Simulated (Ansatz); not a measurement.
**Strength of the Ga–H bond: GaH2(CH3) → GaH(CH3) + H**

Species: GaH2(CH3), singlet; GaH(CH3), doublet; H atom, doublet. 

Shapes, held fixed at every level: PBE0-D4/def2-TZVP. Programs: Ansatz 0.2.0. Electronic energies: no zero-point or thermal term.

Question: Estimate ΔE of this reaction.

Answer: MP2/def2-TZVPP gives ΔE = +346.4 kJ/mol; the levels span +270.5 to +349.4. The median of the levels is +344.2. Hartree–Fock misses the correlation of the pair that is broken and comes out low. No measured value is set beside it here. Open shells run unrestricted unless RO is named. Relativity is left out for Ga unless named. Correlated rows may include outer-core shells of Ga, which these sets cover unevenly. Times are processor times on shared x86 and Arm servers, and rough.

| level | kind | ΔE (kJ/mol) | CPU time (sum over the molecules) |
| --- | --- | --- | --- |
| HF/def2-TZVPP | Hartree–Fock | +270.5 | – |
| r2SCAN-D4/def2-TZVPP | meta-GGA | +343.4 | 14 s |
| B3LYP-D4/def2-TZVPP | global hybrid | +349.3 | 11 s |
| PBE0-D4/def2-TZVPP | global hybrid | +340.7 | 8.5 s |
| r2SCAN0-D4/def2-TZVPP | global hybrid | +344.2 | 13 s |
| B2PLYP/def2-TZVPP | double hybrid | +349.4 | 12 s |
| MP2/def2-TZVPP | perturbation theory | +346.4 | – |

Apart from Hartree–Fock, the levels place homolysis of the Ga–H bond between +340.7 and +349.4 kJ/mol, which describes a strong, mainly covalent bond. The Hartree–Fock shortfall is large because a hydrogen atom has no correlation energy, so the correlation between the two bonding electrons has no counterpart in that fragment. Adding exact exchange to r2SCAN barely moves the result, from +343.4 to +344.2, suggesting that delocalisation error matters little when the bond breaks into two neutral radicals.

The strength reflects good overlap of hydrogen 1s with a gallium hybrid rich in 4s character, aided by modest Ga(δ+)–H(δ−) polarity. Cleavage takes gallium formally from Ga(III) to Ga(II) and leaves the odd electron largely in a gallium-centred σ orbital, without the compensation of a completed 4s lone pair. Losing a further ligand to reach Ga(I) would gain that compensation, so this energy should not be read as an average bond strength. Nor does it show whether Ga–H or Ga–C is the weaker link in the molecule.
